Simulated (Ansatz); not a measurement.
Sb: pressure and energy less free atoms against volume scale

Periodic Kohn-Sham DFT of a crystal at fixed atoms, scaled to volume_scale times the given cell; pressure positive in compression, energy less spherical unpolarised free atoms, largest_vzz the field gradient of largest size among the nuclei. The results are calculated, by Ansatz 0.2.0.

The cell before it is scaled or strained (space group Pm-3m, No. 221):
```
cell vectors (Å)
   3.1600     0.0000     0.0000
   0.0000     3.1600     0.0000
   0.0000     0.0000     3.1600
atoms (fractions of the cell vectors)
Sb  0.00000  0.00000  0.00000
```

Settings of every row: method all-electron LAPW; functional PBEsol; relativity scalar; k mesh 13x13x13; filling fermi-dirac; smearing width 0.05 eV; basis error target 1 meV/atom; nucleus gaussian.

Atom start moment: 0 on all atoms.

Limits: no spin-orbit coupling on heavy atoms.

| row | volume scale | V (Å³/atom) | pressure (GPa) | energy less free atoms (eV/atom) |
| --- | --- | --- | --- | --- |
| 1 | 0.94 | 29.661 | -2.011 | -4.5294 |
| 2 | 0.9405 | 29.677 | -2.04 | -4.5292 |
| 3 | 0.96 | 30.292 | -3.1 | -4.5192 |
| 4 | 0.97 | 30.608 | -3.593 | -4.5126 |
| 5 | 0.98 | 30.923 | -4.056 | -4.5051 |
| 6 | 1 | 31.554 | -4.897 | -4.4874 |
| 7 | 1.01 | 31.87 | ? | ? |
| 8 | 1.02 | 32.186 | -5.638 | -4.4666 |
| 9 | 1.03 | 32.501 | -5.976 | -4.4552 |
| 10 | 1.04 | 32.817 | -6.292 | -4.4431 |
| 11 | 1.06 | 33.448 | -6.869 | -4.4171 |

Question: what pressure and energy less free atoms should row 7 give?

Worked fit of pressure. Take u = (V_r/V)^(2/3) − 1 with V_r = 31.238 Å³ an atom, which is twice the finite (Eulerian) strain; such expansions in the strain, on which the Birch-Murnaghan equation of state is built, carry the rest volume and the bulk modulus. The shown rows have u = 0.03514, 0.03477, 0.02071, 0.01368, 0.00678, -0.00669, -0.01973, -0.02608, -0.03234, -0.04455. Least squares give pressure = −4.4891 + 62.426 × u + 217.92 × u² + 356 × u³ GPa; a parabola predicts inner rows, each left out in turn, worse (root mean square 0.0058 against 0.00062 GPa). The rows lie off it by 0.000, 0.000, 0.000, 0.000, 0.000, 0.000, 0.001, -0.001, 0.000, 0.000. The withheld row has u = -0.01326, so the fit gives −4.4891 + 62.426 × (-0.01326) + 217.92 × (-0.01326)² + 356 × (-0.01326)³ = -5.279 GPa.

The calculation gave -5.279 GPa. The fit meets it to the printed digit.

Worked fit of energy less free atoms. Take u = (V_r/V)^(2/3) − 1 with V_r = 31.238 Å³ an atom, which is twice the finite (Eulerian) strain; such expansions in the strain, on which the Birch-Murnaghan equation of state is built, carry the rest volume and the bulk modulus. The shown rows have u = 0.03514, 0.03477, 0.02071, 0.01368, 0.00678, -0.00669, -0.01973, -0.02608, -0.03234, -0.04455. Least squares give energy less free atoms = −4.49667 − 1.312 × u + 10.746 × u² + 2.4 × u³ eV/atom; a parabola predicts inner rows, each left out in turn, worse (root mean square 4.5e-05 against 2.3e-05 eV/atom). All shown rows lie on it to the printed digit. The withheld row has u = -0.01326, so the fit gives −4.49667 − 1.312 × (-0.01326) + 10.746 × (-0.01326)² + 2.4 × (-0.01326)³ = -4.4774 eV/atom.

The calculation gave -4.4774 eV/atom. The fit meets it to the printed digit.
